\section*{Mean force along a collective variable as a time derivative: solution}

\subsection*{Part 1. Premises and conventions}

(P1) The system has $n$ Cartesian coordinates $q_k$ with masses $m_k$ and $H=\sum_k p_k^2/2m_k+U(q)$. There are no holonomic constraints, so $\dot q_k=p_k/m_k$ and $\dot p_k=-\partial_kU$.

(P2) The trajectory samples the canonical density $\propto e^{-\beta H}$, $\beta=1/k_BT$. Brackets $\langle\cdot\rangle$ denote this average, and $e^{-\beta U}$ decays (or the box is periodic) so that surface terms in $q$ vanish.

(P3) The collective variable $\xi(q)$ depends on positions only, is twice continuously differentiable, and
\begin{equation}
Z(q)=\sum_k\frac{(\partial_k\xi)^2}{m_k}>0
\label{Z}
\end{equation}
on the range of $\xi$ considered. Grouped by atoms, $Z=\sum_i|\nabla_i\xi|^2/m_i$. Define $m_\xi=1/Z$.

The profile is $F(s)=-k_BT\ln P(s)$ up to a constant, with $P(s)=\langle\delta(\xi-s)\rangle$. No geometric factor is divided out of $P$. The conditional average is $\langle A\rangle_s=\langle A\,\delta(\xi-s)\rangle/P(s)$, which is equivalent to
\begin{equation}
\langle A\,g(\xi)\rangle=\int g(s)\,P(s)\,\langle A\rangle_s\,ds
\label{cond}
\end{equation}
for every smooth $g$ that vanishes outside a closed interval within the allowed range. On a trajectory, $\langle A\rangle_s$ is a time average over the instants spent in a narrow bin around $s$.

\subsection*{Part 2. The vector field $w$}

Define
\begin{equation}
w_k=\frac{\partial_k\xi}{m_kZ}.
\label{w}
\end{equation}
By \eqref{Z}, $w\cdot\nabla\xi=1$. The chain rule gives $\dot\xi=\sum_k\partial_k\xi\,p_k/m_k$, hence
\begin{equation}
\pi\equiv m_\xi\dot\xi=\sum_kw_kp_k .
\label{pi}
\end{equation}

\subsection*{Part 3. Configurational form of the mean force}

Since $\nabla g(\xi)=g'(\xi)\nabla\xi$ and $w\cdot\nabla\xi=1$, we have $g'(\xi)=w\cdot\nabla g(\xi)$. Let $Q=\int e^{-\beta U}dq$ and integrate by parts in $q$:
\begin{equation}
\langle g'(\xi)\rangle=-\frac1Q\int g(\xi)\,\nabla\cdot\left(w\,e^{-\beta U}\right)dq
=\left\langle g(\xi)\left[\beta\,w\cdot\nabla U-\nabla\cdot w\right]\right\rangle .
\end{equation}
By \eqref{cond} the left side is $\int g'P\,ds=-\int gP'\,ds$ and the right side is $\int gP\,\langle\beta w\cdot\nabla U-\nabla\cdot w\rangle_s\,ds$. As $g$ is arbitrary, the integrands agree, and $F'=-k_BT\,P'/P$ gives
\begin{equation}
\frac{dF}{ds}=\left\langle w\cdot\nabla U-k_BT\,\nabla\cdot w\right\rangle_s .
\label{conf}
\end{equation}
The divergence contains second derivatives of $\xi$. It is the Jacobian term. In coordinates $y^a$ with $dq=J\,dy$,
\begin{equation}
\nabla\cdot w=\frac1J\sum_a\frac{\partial (Jw^a)}{\partial y^a},\qquad w^a=w\cdot\nabla y^a ,
\label{div}
\end{equation}
and for $y^1=\xi$, where $w^1=1$, the first term is $\partial\ln J/\partial\xi$.

\subsection*{Part 4. Time derivative and equipartition}

Differentiate \eqref{pi} along the motion (P1):
\begin{equation}
\dot\pi=\sum_kw_k\dot p_k+\sum_{k,l}p_k\,\partial_lw_k\,\dot q_l
=-w\cdot\nabla U+\sum_{k,l}\partial_lw_k\,\frac{p_kp_l}{m_l}.
\label{pidot}
\end{equation}
The canonical density factorises into a function of $q$ and Gaussians in the $p_k$, and $\delta(\xi-s)$ involves $q$ only. At every $q$ on the level set the momenta therefore obey
\begin{equation}
\overline{p_k}=0,\qquad \overline{p_kp_l}=m_kk_BT\,\delta_{kl}.
\label{equi}
\end{equation}
The double sum in \eqref{pidot} then averages to $k_BT\sum_k\partial_kw_k$, so $\overline{\dot\pi}=-w\cdot\nabla U+k_BT\,\nabla\cdot w$. This is minus the quantity averaged in \eqref{conf}:
\begin{equation}
\boxed{\frac{dF}{ds}=-\left\langle\frac{d}{dt}\left(m_\xi\frac{d\xi}{dt}\right)\right\rangle_s}
\label{main}
\end{equation}
This is the Darve--Pohorille result. The velocity-dependent part of $\dot\pi$ supplies the Jacobian term on average.

\subsection*{Part 5. Second proof, and the place of $m_\xi$}

For a phase function $G$, $\dot G=\{G,H\}$ and $\{G,H\}e^{-\beta H}=-k_BT\{G,e^{-\beta H}\}$. The phase-space integral of a Poisson bracket vanishes after integration by parts, so $\langle\dot G\rangle=0$. Take $G=g(\xi)\mu(q)\dot\xi$ with any smooth $\mu$:
\begin{equation}
0=\langle g'\mu\dot\xi^2\rangle+\left\langle g\,\frac{d}{dt}(\mu\dot\xi)\right\rangle .
\end{equation}
Equation \eqref{equi} gives $\overline{\dot\xi^2}=k_BTZ$. Apply \eqref{cond} and integrate the first term by parts in $s$:
\begin{equation}
\left\langle\frac{d}{dt}(\mu\dot\xi)\right\rangle_s=\frac{k_BT}{P}\frac{d}{ds}\left[P\langle\mu Z\rangle_s\right]
=-\langle\mu Z\rangle_s\frac{dF}{ds}+k_BT\frac{d\langle\mu Z\rangle_s}{ds}.
\label{gen}
\end{equation}
The choice $\mu=1/Z$ returns \eqref{main}. The choice $\mu=1$ shows the cost of keeping the mass outside the derivative:
\begin{equation}
-\frac{\langle\ddot\xi\rangle_s}{\langle Z\rangle_s}=\frac{dF}{ds}-k_BT\frac{d\ln\langle Z\rangle_s}{ds}.
\label{wrong}
\end{equation}

\subsection*{Part 6. Bias force and thermostat}

Let a generalised force $f_b(\xi)$ act through the Cartesian forces $f_b\,\partial_k\xi$. These derive from the potential $V_b(\xi)$ with $V_b'=-f_b$. Two facts follow. First, the extra weight $e^{-\beta V_b}$ is constant on a level set and cancels from $\langle A\rangle_s$, so conditional averages of a given phase function are the same in the biased and unbiased ensembles. Second, \eqref{pidot} gains the term $f_b\,w\cdot\nabla\xi=f_b$. With the time derivative taken along the biased motion,
\begin{equation}
\frac{dF}{ds}=-\left\langle\frac{d}{dt}\left(m_\xi\dot\xi\right)-f_b\right\rangle_s .
\label{bias}
\end{equation}
In the adaptive biasing force method $f_b$ converges to $F'$, the raw average of $\dot\pi$ tends to zero, and the histogram of $\xi$ becomes flat.

Langevin friction adds $-\gamma\pi$ to $\dot\pi$, which is odd in $p$ and averages to zero by \eqref{equi}. The noise has zero mean given the current state, and no It\^o correction arises because $\pi$ is linear in $p$ and $q(t)$ is differentiable. A Nos\'e--Hoover term $-\zeta\pi$ also averages to zero, provided the extended density, which factorises in $q$, $p$ and $\zeta$, is sampled.

\subsection*{Part 7. Discrete estimator}

With $\xi_n$ and $m_n=1/Z(q_n)$ stored at steps $t_n=n\Delta t$, set
\begin{equation}
\pi_{n+1/2}=\frac{m_n+m_{n+1}}{2}\,\frac{\xi_{n+1}-\xi_n}{\Delta t},\qquad
\dot\pi_n\approx\frac{\pi_{n+1/2}-\pi_{n-1/2}}{\Delta t},
\label{disc}
\end{equation}
and accumulate $\dot\pi_n-f_b(\xi_n)$ in the bin of $\xi_n$. On a smooth trajectory, Taylor expansion gives $m\ddot\xi+\dot m\dot\xi$ at leading order. The estimate is even in $\Delta t$, so its truncation error is $O(\Delta t^2)$. Only $\xi$ and its first derivatives are programmed. The second derivatives are present in \eqref{pidot}, and the difference in time evaluates them along the path.

For a bin of width $\Delta$, an unbiased run has weight $e^{-\beta F}\approx e^{-\beta F(s)}[1-\beta F'(s)(\xi-s)]$, so the mean offset from the centre is $-\beta F'\Delta^2/12$ and the mean square offset is $\Delta^2/12$. The bin average is
\begin{equation}
\overline{F'}=F'\left(1-\frac{\beta F''\Delta^2}{12}\right)+\frac{F'''\Delta^2}{24}+O(\Delta^4).
\label{bin}
\end{equation}
The first correction disappears when the bias has flattened the histogram.

\subsection*{Part 8. Bend angle of an isolated water molecule}

Let $r_1\mathbf e_1$ and $r_2\mathbf e_2$ point from O to the two H atoms, with $\cos\theta=\mathbf e_1\cdot\mathbf e_2$ and $\xi=\theta$ in radians. Using $\nabla_{1}\cos\theta=(\mathbf e_2-\cos\theta\,\mathbf e_1)/r_1$,
\begin{equation}
\nabla_1\theta=\frac{\cos\theta\,\mathbf e_1-\mathbf e_2}{r_1\sin\theta},\quad
\nabla_2\theta=\frac{\cos\theta\,\mathbf e_2-\mathbf e_1}{r_2\sin\theta},\quad
\nabla_O\theta=-\nabla_1\theta-\nabla_2\theta ,
\end{equation}
where the last relation expresses translation invariance. Direct multiplication gives $|\nabla_i\theta|=1/r_i$ and $\nabla_1\theta\cdot\nabla_2\theta=-\cos\theta/r_1r_2$, so
\begin{equation}
Z=\left(\frac1{m_H}+\frac1{m_O}\right)\left(\frac1{r_1^2}+\frac1{r_2^2}\right)-\frac{2\cos\theta}{m_Or_1r_2}.
\label{Zw}
\end{equation}
For the stretch components use $\nabla_1r_1=\mathbf e_1$, $\nabla_Or_1=-\mathbf e_1$, $\mathbf e_1\cdot\nabla_1\theta=0$ and $\mathbf e_1\cdot\nabla_2\theta=-\sin\theta/r_2$. Only the oxygen contributes:
\begin{equation}
w^{r_1}=-\frac{\sin\theta}{m_Or_2Z},\qquad w^{r_2}=-\frac{\sin\theta}{m_Or_1Z}.
\label{wr}
\end{equation}
Take as coordinates the centre of mass, three orientation angles with the rotation-invariant measure $d\Omega$, and $r_1,r_2,\theta$. Spherical coordinates for the first bond, and for the second about the first, give $dq\propto r_1^2r_2^2\sin\theta\,dr_1dr_2d\theta\,d\Omega\,d^3R$. The field $w$ does not move the centre of mass, because $\sum_i m_i\mathbf w_i=\sum_i\nabla_i\theta/Z=0$. It turns the frame about the molecular normal at a rate fixed by $r_1,r_2,\theta$ alone, and such a rotation preserves $d\Omega$. Equation \eqref{div} therefore reduces to
\begin{equation}
\nabla\cdot w=\cot\theta+\sum_{i=1}^2\frac1{r_i^2}\frac{\partial(r_i^2w^{r_i})}{\partial r_i}.
\label{divw}
\end{equation}
For $U(r_1,r_2,\theta)$, $w\cdot\nabla U=\partial_\theta U+\sum_iw^{r_i}\partial_{r_i}U$. At fixed $\theta$ the weight is $r_1^2r_2^2e^{-\beta U}$, and the stretch terms of \eqref{conf} form a total derivative:
\begin{equation}
\int_0^\infty r_i^2e^{-\beta U}\left[w^{r_i}\partial_{r_i}U-\frac{k_BT}{r_i^2}\partial_{r_i}(r_i^2w^{r_i})\right]dr_i
=-k_BT\left[r_i^2w^{r_i}e^{-\beta U}\right]_0^\infty=0 .
\label{cancel}
\end{equation}
What remains is
\begin{equation}
\frac{dF}{ds}=\langle\partial_\theta U\rangle_s-k_BT\cot s .
\label{water}
\end{equation}
The same expression follows from differentiating $P(s)\propto\sin s\int r_1^2r_2^2e^{-\beta U}dr_1dr_2$. The masses have dropped out, as they must for a classical configurational quantity.

At $r_1=r_2=r$ let $D=m_O/m_H+1-\cos\theta$, so that $Z=2D/m_Or^2$ and $w^r=-r\sin\theta/2D$. Since $Z$ is symmetric and homogeneous of degree $-2$ in the bond lengths, $\partial\ln Z/\partial r_1=-1/r$ there. Each stretch term of \eqref{divw} is then $2w^r/r+w^r/r$, and
\begin{equation}
\nabla\cdot w=\cot\theta-\frac{3\sin\theta}{D},\qquad \frac{\partial\ln Z}{\partial\theta}=\frac{\sin\theta}{D}.
\label{sym}
\end{equation}

\subsection*{Part 9. Range of validity}

\begin{enumerate}
\item Statistics are classical and canonical. The step \eqref{equi} needs momenta that are Maxwellian and independent of $q$. It fails for driven motion and for a total energy fixed among few degrees of freedom.
\item The variable $\xi$ moves freely. If it is constrained, $\dot\xi=0$ and \eqref{main} is empty. If other coordinates are constrained, $\overline{\dot\xi^2}$ is no longer $k_BTZ$ with \eqref{Z}. The mass must then be built from the projected gradient, and the profile is that of the constrained model.
\item Averages are weighted by residence time. An average over crossings of $\xi=s$ carries the extra weight $|\dot\xi|$ and differs from $\langle\cdot\rangle_s$.
\item $Z>0$ and $\xi$ is smooth. For the bend this excludes $\theta=0$ and $\pi$, where $\cot\theta$ diverges.
\item The bias depends on $\xi$ alone and acts along $\nabla\xi$. A bias that depends on other coordinates alters the conditional distribution, and subtraction does not repair that. For an adaptive bias \eqref{bias} holds once $f_b$ changes slowly compared with relaxation within a level set.
\item $F$ refers to the chosen variable. For $\xi=\cos\theta$ the density loses the factor $\sin\theta$ and the profile loses $-k_BT\ln\sin\theta$. Equation \eqref{main} gives the matching derivative in each case.
\end{enumerate}

\subsection*{Part 10. Numerical illustration}

Take the model $U=\tfrac12k_\theta(\theta-\theta_0)^2+\tfrac12k_r\sum_i(r_i-r_0)^2$ with typical values as inputs: $r_0=0.957$ \AA, $\theta_0=104.5^\circ$, $k_\theta=100$ kcal\,mol$^{-1}$\,rad$^{-2}$, $k_r=1200$ kcal\,mol$^{-1}$\,\AA$^{-2}$, chosen to give vibrational frequencies typical of water. Further, $m_H=1.008$ and $m_O=15.999$ amu, and $T=300$ K, so $k_BT=0.5962$ kcal\,mol$^{-1}$. All mean forces below are in kcal\,mol$^{-1}$\,rad$^{-1}$.

\emph{Geometry at $s=\theta_0$, $r=r_0$.} With $\cos\theta_0=-0.2504$, $\sin\theta_0=0.9681$ and $\cot\theta_0=-0.2586$, one finds $D=17.122$, $Z=2.337$ amu$^{-1}$\AA$^{-2}$, $m_\theta=0.4279$ amu\,\AA$^2$ and $w^r=-0.02706$ \AA\,rad$^{-1}$. From \eqref{sym}, $\nabla\cdot w=-0.2586-0.1696=-0.4282$ rad$^{-1}$.

\emph{Averages.} The bond fluctuation is $\sigma_r=(k_BT/k_r)^{1/2}=0.0223$ \AA. Averaging over it changes $\nabla\cdot w$ in relative order $\sigma_r^2/r_0^2=5.4\times10^{-4}$, so the velocity term of \eqref{pidot} averages to $k_BT\langle\nabla\cdot w\rangle_s=-0.255$. The bending force vanishes at $\theta_0$, but the stretch force does not. The weight $r^2$ shifts each bond by $\langle\Delta r\rangle=2r_0\sigma_r^2/(r_0^2+\sigma_r^2)=1.04\times10^{-3}$ \AA, which contributes $2k_BTw^r/r_0$ per bond to leading order. The growth $w^{r_1}\propto1+\Delta r_1/r_0$ contributes $k_BTw^r/r_0$. For two bonds $\langle w\cdot\nabla U\rangle_s=6k_BTw^r/r_0=-0.101$. Hence
\begin{equation}
F'(\theta_0)=-\langle\dot\pi\rangle_s=-0.101+0.255=+0.154=-k_BT\cot\theta_0 ,
\end{equation}
as \eqref{water} requires. This term moves the minimum of the model's profile, the root of $k_\theta(s-\theta_0)=k_BT\cot s$, to $104.41^\circ$. Keeping the mass outside the derivative, \eqref{wrong}, lowers the result by $k_BT\sin\theta_0/D=0.034$, which is 22 per cent of it.

\emph{Bias.} At $s=100^\circ$, $s-\theta_0=-0.07854$ rad and $F'=-7.854+0.105=-7.749$. An unbiased run finds $\langle\dot\pi\rangle_s=+7.749$. A converged adaptive run applies $f_b=-7.749$, finds a raw average of zero, and recovers the same $F'$ from \eqref{bias}.

\emph{Numerical errors.} With $F''(\theta_0)=k_\theta+k_BT/\sin^2\theta_0=100.6$ kcal\,mol$^{-1}$\,rad$^{-2}$, a $1^\circ$ bin reduces $|F'|$ by 0.4 per cent according to \eqref{bin}. For a harmonic mode, velocity Verlet gives $\langle v^2\rangle=\omega^2\langle x^2\rangle(1-\omega^2\Delta t^2/4)$ with on-step velocities, which sets the scale of departures from equipartition. For the local stretch, $\omega_r^2=k_r(1/m_H+1/m_O)$, a step of 0.5 fs gives 0.033, or about 0.008 on the term of size 0.255. The two stretch forces give $\dot\pi$ a standard deviation of $|w^r|(2k_rk_BT)^{1/2}=1.0$, and momentum noise adds to it. A statistical error of one tenth of $F'(\theta_0)$ thus needs at least about $4\times10^3$ independent samples.

\emph{Terms the model omits.} A stretch--bend coupling $k'(\theta-\theta_0)(\Delta r_1+\Delta r_2)$ with a typical $k'\approx35$ kcal\,mol$^{-1}$\,\AA$^{-1}$\,rad$^{-1}$ adds $2k'\langle\Delta r\rangle=0.073$ to $F'(\theta_0)$, about half of the Jacobian term. Quantum statistics matter more. Treated as a single harmonic mode with $\omega=(k_\theta Z)^{1/2}$, the bend lies at 1660 cm$^{-1}$ and $u=\hbar\omega/k_BT=8.0$. The quantum variance of the angle exceeds the classical one by the factor $(u/2)\coth(u/2)=4.0$, so the width $(k_BT/k_\theta)^{1/2}=4.4^\circ$ becomes about $8.8^\circ$. The values $+0.154$ and $-7.749$ belong to the classical model. For the real molecule at 300 K zero-point motion sets the distribution of angles, and the slope of $-k_BT\ln P$ away from the minimum is roughly a quarter of the model's.